# Appendix: Norm conservation and unscreening for meta-GGA functionals

## A.1 Premises and conventions

(P1) The treatment is non-relativistic and spin-unpolarised, with $\kappa=\hbar^2/2m_e$. Orbitals $\psi_i$ with fixed occupations $f_i$ give

$$n=\sum_i f_i|\psi_i|^2,\qquad \tau=\kappa\sum_i f_i|\nabla\psi_i|^2 .\tag{1}$$

Here $\tau$ is an energy density in J m$^{-3}$. Both $n$ and $\tau$ are sums over orbitals, so each splits exactly into a core and a valence part.

(P2) $E_{xc}=\int e_{xc}(n,\nabla n,\tau)\,d^3r$, and the energy is made stationary with respect to the orbitals (generalised Kohn–Sham scheme).

(P3) The reference atom is spherical, with open shells occupied evenly over $m$.

(P4) The core orbitals are frozen.

(P5) $M(r)=1+v_\tau(r)$ is positive, bounded and piecewise continuous.

A tilde marks pseudo quantities, a prime $\partial/\partial r$, and a dot $\partial/\partial\varepsilon$ at fixed potentials.

## A.2 The one-electron operator

The first variation is $\delta E_{xc}=\int(v_{xc}\,\delta n+v_\tau\,\delta\tau)\,d^3r$, with

$$v_{xc}=\frac{\partial e_{xc}}{\partial n}-\nabla\cdot\frac{\partial e_{xc}}{\partial\nabla n},\qquad v_\tau=\frac{\partial e_{xc}}{\partial\tau},\tag{2}$$

where $v_{xc}$ is taken at fixed $\tau$ and $v_\tau$ is dimensionless. Varying $\psi_i^*$ gives $\delta\tau=\kappa f_i\nabla\delta\psi_i^*\cdot\nabla\psi_i$. Integration by parts turns $\int v_\tau\delta\tau$ into $-\kappa f_i\int\delta\psi_i^*\,\nabla\cdot(v_\tau\nabla\psi_i)$. The kinetic energy $\int\tau$ gives the same expression with $v_\tau$ replaced by 1. Hence

$$-\kappa\nabla\cdot(M\nabla\psi)+v\,\psi=\varepsilon\psi,\qquad v=v_{\rm ext}+v_H+v_{xc}.\tag{3}$$

The combination $1+v_\tau$ belongs to the normalisation (1). If $\tau$ is defined as the bare sum of $|\nabla\psi_i|^2$, the derivative must be rescaled.

Put $\psi=R(r)Y_{lm}$. By (P3) $\nabla M$ is radial, so it couples only to $R'$, and the angular Laplacian gives $-l(l+1)/r^2$ multiplied by $M$. With the radial flux $P=r^2MR'$, equation (3) times $r^2$ reads

$$-\kappa P'+\left[\kappa M\,l(l+1)+r^2(v-\varepsilon)\right]R=0.\tag{4}$$

Integrating (4) across any radius $r>0$ shows that $P$ is continuous wherever $M$ and $v$ are bounded. If $M$ jumps, $R$ and $P$ stay continuous and $R'$ jumps. Two logarithmic derivatives are therefore distinguished:

$$L=R'/R,\qquad D=ML=P/(r^2R).\tag{5}$$

Equation (4) is of second order, so its solution beyond a radius $r_c$ is fixed, up to a factor, by $D(r_c,\varepsilon)$ and by $M$ and $v$ outside. "Scattering" below means this boundary function together with the exterior operator.

## A.3 The norm-conservation identity

Let $R(r,\varepsilon)$ be the regular solution, $R\sim r^l$ at the origin. Differentiate (4) with respect to $\varepsilon$, holding $M$ and $v$ fixed:

$$-\kappa\dot P'+\left[\kappa M\,l(l+1)+r^2(v-\varepsilon)\right]\dot R=r^2R.\tag{6}$$

Multiply (6) by $R$, multiply (4) by $\dot R$, and subtract. The brackets cancel, leaving $-\kappa(R\dot P'-\dot RP')=r^2R^2$. Now

$$R\dot P'-\dot RP'=(R\dot P-\dot RP)'-(R'\dot P-\dot R'P),$$

and the last bracket equals $r^2M(R'\dot R'-\dot R'R')=0$, because $M$ does not depend on $\varepsilon$. Integrate from 0 to $r_c$. At the origin $R\dot P-\dot RP=r^2M(R\dot R'-\dot RR')$ vanishes for regular solutions and bounded $M$. At the upper limit $R\dot P-\dot RP=R^2\,\partial_\varepsilon(P/R)=r^2R^2\dot D$. Therefore

$$-\kappa\,r_c^2R^2\,\dot D\big|_{r_c}=-\frac{\hbar^2}{2m_e}\,[1+v_\tau(r_c)]\,r_c^2R^2\,\frac{\partial}{\partial\varepsilon}\frac{R'}{R}\bigg|_{r_c}=\int_0^{r_c}R^2r^2\,dr\equiv Q(r_c).\tag{7}$$

For $v_\tau=0$ this is the identity on which Hamann, Schlüter and Chiang (1979) based norm conservation. An $\varepsilon$-dependent normalisation of $R$ cancels from $D$, and both sides scale as $R^2$. Since $Q>0$, $D$ falls monotonically between its poles.

The same subtraction for two energies gives $-\kappa r_c^2R_1R_2(D_2-D_1)=(\varepsilon_2-\varepsilon_1)\int_0^{r_c}R_1R_2r^2dr$, the condition used with several reference energies per channel. A nonlocal term $r^2\int W(r,r')R(r')r'^2dr'$ in (4), with $W$ real, symmetric, independent of $\varepsilon$ and zero beyond $r_c$, contributes $\langle R|W|\dot R\rangle-\langle\dot R|W|R\rangle=0$, so (7) holds for separable potentials. With an overlap operator $S$ that differs from unity only inside $r_c$, $\varepsilon R$ becomes $\varepsilon SR$ and $Q$ becomes $\langle R|S|R\rangle$ over the sphere.

A solvable case with varying $M$ lets (7) be verified directly. For $l=0$, $M=y^2$, $y=1+ar$ and $v=-\kappa M'/r$, the substitution $R=u/r$ turns (4) into $-\kappa(Mu')'=\varepsilon u$. The regular solution is $u=y^{-1/2}\sin(q\ln y)$ with $\varepsilon=\kappa a^2(q^2+\tfrac14)$.

## A.4 What norm conservation matches

At the reference energy $\varepsilon_l$ choose a nodeless $\tilde R$ with $\tilde R=R$ for $r\ge r_c$, a continuous slope at $r_c$, and $\tilde Q(r_c)=Q(r_c)$. Let the pseudo-atom have a continuous kinetic factor $\tilde M=M+\delta M$. Applying (7) to both atoms and using (5),

$$\tilde L=L,\qquad \dot{\tilde L}=\frac{M}{\tilde M}\,\dot L,\qquad \tilde D=\frac{\tilde M}{M}\,D,\qquad \dot{\tilde D}=\dot D\qquad(r=r_c,\ \varepsilon=\varepsilon_l).\tag{8}$$

The wave-function match fixes $L$ at zeroth order in $\varepsilon-\varepsilon_l$, and the norm fixes $D$ at first order. Both orders refer to the same function only if $\tilde M(r_c)=M(r_c)$. The one exception is $R'(r_c)=0$, where the pair $D,\dot D$ agrees for any $\tilde M$, in one channel at one radius.

The screened semilocal potential follows by solving (4) for the potential:

$$\tilde v_l=\varepsilon_l+\kappa\left[\frac{(r^2\tilde M\tilde R')'}{r^2\tilde R}-\tilde M\,\frac{l(l+1)}{r^2}\right].\tag{9}$$

For $r\ge r_c$ subtract the all-electron form of (9), which has the same $R$:

$$\tilde v_l-v=\kappa\left[\frac{(r^2\,\delta M\,R')'}{r^2R}-\delta M\,\frac{l(l+1)}{r^2}\right].\tag{10}$$

If $\delta M=0$ outside $r_c$, all channels join the one local potential $v$, the exterior operators coincide, and (8) gives scattering matched to first order. If $\delta M\neq0$, (10) is an $l$-dependent tail, and two courses remain.

*The tail is kept.* Since $\tilde R=R$ outside $r_c$, $\tilde Q(r)=Q(r)$ at every $r\ge r_c$, and (8) holds at every such radius. At a radius $r_m$ beyond which $\delta M$ is negligible, first-order matching is recovered. The effective nonlocal radius is then $r_m$. The condition is thus that $v_\tau$ agree at and beyond the radius where the nonlocal part ends.

*The tail is cut at $r_c$.* Then a mismatch appears already at $\varepsilon_l$. Join the pseudo-sphere to the all-electron exterior operator. A bound level satisfies $D_{\rm in}(\varepsilon)=D_{\rm out}(\varepsilon)$. The subtraction of A.3, integrated from $r_c$ to infinity for the decaying solution, gives $+\kappa r_c^2R^2\dot D_{\rm out}=1-Q$ for normalised $R$. With (7), $\kappa r_c^2R^2(\dot D_{\rm in}-\dot D_{\rm out})=-1$. A change $\delta D$ of $D_{\rm in}$ moves the level by $\delta\varepsilon=-\delta D/(\dot D_{\rm in}-\dot D_{\rm out})$, and (8) gives $\delta D=\delta M\,L$, so

$$\delta\varepsilon_l=\kappa\,r_c^2R^2L\,\delta M\,\big|_{r_c}.\tag{11}$$

If the exterior keeps $\tilde M$ and only the potential is reset to $v$, the first-order shift is minus the expectation value of (10) over $r>r_c$. Integration by parts gives (11) plus $\kappa\int_{r_c}^\infty\delta M\,[R'^2+l(l+1)R^2/r^2]\,r^2dr$.

## A.5 Why a partial core needs $\tau_c$

By (2), $v_\tau(r)$ is a function of $n$, $\nabla n$ and $\tau$ at the same point. For a spherical atom the addition theorem of the $Y_{lm}$ gives, with shell occupations $f_{nl}$,

$$n=\frac1{4\pi}\sum f_{nl}R_{nl}^2,\qquad\tau=\frac{\kappa}{4\pi}\sum f_{nl}R_{nl}^2\left[L_{nl}^2+\frac{l(l+1)}{r^2}\right].\tag{12}$$

Let $r_c$ be the largest matching radius of the occupied valence channels. Beyond it $\tilde n_v=n_v$ and $\tilde\tau_v=\tau_v$. The all-electron $M$ is evaluated at $n_v+n_c$ and $\tau_v+\tau_c$. Barring accidental cancellation, a pseudo-atom that computes $v_\tau$ from the functional has $\delta M=0$ on $r\ge r_c$ only if both core parts are either negligible there or supplied. Supplying them means smooth $\tilde n_c$ and $\tilde\tau_c$ that equal $n_c$ and $\tau_c$ beyond a radius $r_{cc}\le r_c$. This extends the nonlinear core correction of Louie, Froyen and Cohen (1982).

A small $n_c/n_v$ does not imply a small $\tau_c/\tau_v$. By (12) each shell enters $\tau$ with the weight in square brackets. Core tails are steep, while $r_c$ usually lies near the outer maximum of the valence functions, where $L$ is small.

A lower bound restricts the shape of $\tilde\tau_c$. Any set of orbitals obeys $\tau\ge\tau_W=\kappa|\nabla n|^2/4n$, by the Cauchy–Schwarz inequality applied to $\nabla n=2\,{\rm Re}\sum f_i\psi_i^*\nabla\psi_i$. For radial gradients $g_1,g_2$ of positive densities $n_1,n_2$,

$$\frac{g_1^2}{n_1}+\frac{g_2^2}{n_2}-\frac{(g_1+g_2)^2}{n_1+n_2}=\frac{(g_1n_2-g_2n_1)^2}{n_1n_2(n_1+n_2)}\ge0,\tag{13}$$

and the same holds for each Cartesian component in a solid. Hence $\tilde\tau_c\ge\tau_W[\tilde n_c]$ guarantees $\tilde\tau_v+\tilde\tau_c\ge\tau_W[\tilde n_v+\tilde n_c]$ in every environment. With $\tilde n_c$ alone there is no such guarantee.

## A.6 Unscreening

The pseudo-system is defined by

$$\tilde E=\int\tilde\tau_v\,d^3r+\sum_if_i\langle\tilde\psi_i|V^{\rm ion}|\tilde\psi_i\rangle+E_H[\tilde n_v]+E_{xc}[\tilde n_v+\tilde n_c,\ \tilde\tau_v+\tilde\tau_c].\tag{14}$$

The core functions are fixed by (P4), so the variation of A.2 gives (3) with $\tilde M=1+v_\tau[\tilde n_v+\tilde n_c,\tilde\tau_v+\tilde\tau_c]$ and the potential $V^{\rm ion}+v_H[\tilde n_v]+v_{xc}$ at the same arguments. The reference pseudo-orbitals must solve this equation at $\varepsilon_l$. Comparison with (9) gives

$$V_l^{\rm ion}=\tilde v_l[\tilde M]-v_H[\tilde n_v]-v_{xc}[\tilde n_v+\tilde n_c,\ \tilde\tau_v+\tilde\tau_c].\tag{15}$$

The order of steps is: choose $\tilde R_l$, $\tilde n_c$ and $\tilde\tau_c$; form the densities by (12); evaluate $\tilde M$; invert by (9); subtract by (15). Nothing is circular, because $\tilde M$ depends only on functions already chosen. No multiplicative $v_\tau$ is subtracted. The $\tau$ term is unscreened by appearing in the kinetic operator of the inversion. If (9) is evaluated with $\tilde M=1$, the potential absorbs the action of the $\tau$ term on $\tilde R_l$, the operator derived from (14) adds it a second time, and the level moves at first order by $\kappa\int v_\tau|\nabla\tilde\psi|^2d^3r$.

For $r\ge r_c$ with exact core parts, $\tilde v_l=v$ by (10). The $v_{xc}$ terms cancel, since $n$, $\tau$ and their derivatives agree. Also $v_H[\tilde n_v]=v_H[n_v]$, since the spherical Hartree potential at $r$ depends only on the enclosed charge, which norm conservation preserves, and on the exterior density. Thus

$$V_l^{\rm ion}=-\frac{Ze^2}{4\pi\epsilon_0r}+v_H[n_c]\ \longrightarrow\ -\frac{Z_ve^2}{4\pi\epsilon_0r},\tag{16}$$

which is independent of $l$ and of the valence configuration, with $Z_v$ the nuclear charge number $Z$ less the number of core electrons.

Smoothness follows from (9) and (2). Both contain $\tilde n''$ and $\tilde\tau'$, through $\tilde M'$ and through the divergence term. Continuous potentials need $\tilde R_l$ and $\tilde n_c$ with two continuous derivatives and $\tilde\tau_c$ with one. At the origin (9) contains $\kappa\tilde M'\tilde L\to\kappa\tilde M'l/r$, which stays finite for $l>0$ only if $\tilde M'=O(r)$. Even expansions of $\tilde n$ and $\tilde\tau$ in $r$ secure this when $e_{xc}$ is smooth in $n$, $|\nabla n|^2$ and $\tau$.

A partial core can be avoided formally by storing the fixed function $v_\tau^{\rm ion}=v_\tau[n,\tau]-v_\tau[\tilde n_v,\tilde\tau_v]$ outside $r_c$, continued smoothly inside, in the kinetic operator. This restores $\delta M=0$ in the reference atom. A later change $\delta\tau_v$ then alters $M$ through $\partial^2e_{xc}/\partial\tau^2$ taken at valence arguments, while the frozen-core atom takes it at total arguments. The potential is correct at the reference and loses transferability at first order in the valence change.

## A.7 Range of validity

Identity (7) is exact under (P1)–(P5) wherever $R(r_c)\ne0$. The derivative is taken at frozen $M$ and $v$, so it concerns energy dependence in a fixed field and says nothing on self-consistent response, which is governed by (14) and by the frozen-core premise. Matching leaves a mismatch in $D$ of order $(\varepsilon-\varepsilon_l)^2$. Equation (11) is first order in $\delta M$. With collinear spin every statement holds per spin with $M_\sigma$ and spin-resolved core functions. Schemes that replace the operator by a multiplicative potential, or $\tau$ by a functional of the density, have $M=1$ and the ordinary identity. A scalar-relativistic kinetic factor that is independent of energy, as in the zeroth-order regular approximation, simply adds to $v_\tau$ in $M$. An energy-dependent one adds terms to (6). Where $M\le0$, (4) is singular and the derivation fails. In a solid the spheres of radius $r_c$ should not overlap, and superposed core functions assume that cores on different atoms do not overlap.

## A.8 Illustration: SCAN at the matching radius of a model Si atom

SCAN (Sun, Ruzsinszky and Perdew, 2015) uses $k_F=(3\pi^2n)^{1/3}$, $s=|\nabla n|/2k_Fn$, $\tau_u=\tfrac35\kappa k_F^2n$ and $\alpha=(\tau-\tau_W)/\tau_u$, with $\tau_W/\tau_u=5s^2/3$. It has $e_x=-\frac{3}{4\pi}\frac{e^2k_F}{4\pi\epsilon_0}\,nF_x(s,\alpha)$ and $e_c=n[\epsilon_c^1+f_c(\alpha)(\epsilon_c^0-\epsilon_c^1)]$. Since $\partial\alpha/\partial\tau=1/\tau_u$ and $a_0=4\pi\epsilon_0\hbar^2/m_ee^2$,

$$v_\tau=v_\tau^x+v_\tau^c=-\frac{5}{2\pi k_Fa_0}\frac{\partial F_x}{\partial\alpha}+\frac{n\,(\epsilon_c^0-\epsilon_c^1)}{\tau_u}\,f_c'(\alpha),\tag{17}$$

where the prime on $f_c$ means $d/d\alpha$. The defining forms for $\alpha<1$ and zero spin polarisation are taken as given inputs.

Exchange: $F_x=[h+f_x(1.174-h)]\,[1-e^{-4.9479/\sqrt s}]$, $h=1+k_1-k_1/(1+x/k_1)$, $k_1=0.065$, and
$$x=\mu s^2\left[1+\tfrac{b_4s^2}{\mu}e^{-b_4s^2/\mu}\right]+\left[b_1s^2+b_2(1-\alpha)e^{-(1-\alpha)^2/2}\right]^2,$$
with $\mu=10/81$, $b_2^2=5913/405000$, $b_1=511/(27000\,b_2)$ and $b_4=\mu^2/k_1-1606/18225-b_1^2$. The switching functions are $f=\exp[-c\,\alpha/(1-\alpha)]$ with $c=0.667$ for $f_x$ and $c=0.64$ for $f_c$.

Correlation, with energies in units of $E_h=4.360\times10^{-18}$ J and $r_s=(3/4\pi n)^{1/3}/a_0$: $\epsilon_c^1=\epsilon_L+\gamma\ln[1+w_1(1-(1+4At^2)^{-1/4})]$, $\gamma=0.031091$, $w_1=e^{-\epsilon_L/\gamma}-1$, $A=\beta/\gamma w_1$, $\beta=0.066725(1+0.1r_s)/(1+0.1778r_s)$, $t^2=(3\pi^2/16)^{2/3}s^2/r_s$. The uniform-gas term is the Perdew–Wang form $\epsilon_L=-2\gamma(1+0.2137r_s)\ln(1+1/2\gamma G)$, $G=7.5957r_s^{1/2}+3.5876r_s+1.6382r_s^{3/2}+0.49294r_s^2$. Further $\epsilon_c^0=\epsilon_0'+b\ln[1+w_0(1-(1+4\chi s^2)^{-1/4})]$, $\epsilon_0'=-b/(1+0.0889r_s^{1/2}+0.125541r_s)$, $w_0=e^{-\epsilon_0'/b}-1$, $b=0.0285764$, $\chi=0.128026$.

The model atom has the core $1s^22s^22p^6$, the valence $3s^23p^2$, and one normalised Slater function per shell, $R^2=(2\zeta)^{2N+1}r^{2N-2}e^{-2\zeta r}/(2N)!$, $L=(N-1)/r-\zeta$, with principal quantum number $N$. Approximate exponents $\zeta a_0$ are 13.57 (1s), 4.51 (2s), 4.97 (2p), 1.63 (3s) and 1.43 (3p). A typical radius $r_c=1.8\,a_0=95.25$ pm serves both channels. The 1s share of $n_c$ and of $\tau_c$ there is below $10^{-12}$ and is dropped. Equation (12) gives at $r_c$:

| | $n$ (nm$^{-3}$) | $n'$ (nm$^{-4}$) | $\tau$ ($10^{10}$ J m$^{-3}$) |
|---|---|---|---|
| core | 1.49 | −234 | 5.76 |
| valence | 316 | −5116 | 32.5 |
| core/valence (%) | 0.47 | 4.6 | 17.7 |

The core is negligible in $n$ and is not negligible in $\tau$. Three choices of arguments are put into (17). Case A uses the totals and represents the all-electron atom, or a pseudo-atom with both $\tilde n_c$ and $\tilde\tau_c$. Case B uses valence only. Case C uses $\tilde n_c$ without $\tilde\tau_c$. The last two columns are the slope mismatch of (8) and the 3s shift of (11).

| case | $s$ | $\alpha$ | $v_\tau^x$ | $v_\tau^c$ | $\delta M$ | $M/\tilde M-1$ (%) | $\delta\varepsilon_{3s}$ (eV) |
|---|---|---|---|---|---|---|---|
| A | 0.400 | 0.473 | 0.1468 | −0.0716 | – | – | – |
| B | 0.385 | 0.387 | 0.1297 | −0.0638 | −0.0093 | 0.9 | 0.03 |
| C | 0.400 | 0.362 | 0.1238 | −0.0603 | −0.0117 | 1.1 | 0.04 |

Correlation cancels about half of the exchange part, and case A has $M(r_c)=1.075$, which satisfies (P5) at this point. An identity written without $M$ would misstate $\dot L$ by this factor. Adding $\tilde n_c$ alone moves $\alpha$ away from the all-electron value, because the core gradient raises $\tau_W$ while $\tau$ is unchanged, and the mismatch in case C exceeds that in case B. The exterior integral that accompanies (11) has, for $l=0$, the relative size $|L|\lambda$ and the opposite sign if $\delta M$ decays over the core length $\lambda=n_c/|n_c'|=6.3$ pm. This is about 6 % for 3s and does not affect the figure printed. For scale, the shifts are comparable to the spin–orbit splitting at the valence-band top of Si, 0.044 eV (compiled value, Ioffe Institute NSM archive), which (P1) also leaves out. They are atomic level shifts and not changes of a band gap.

These numbers are the model's. The Slater functions are neither self-consistent SCAN orbitals nor mutually orthogonal, and single-exponent core functions fall off too fast in the tail. The core density of a self-consistent Si atom at this radius is typically some two to four times larger, so the model's $|\delta M|$ and shifts are expected to be low by roughly a factor of two or more.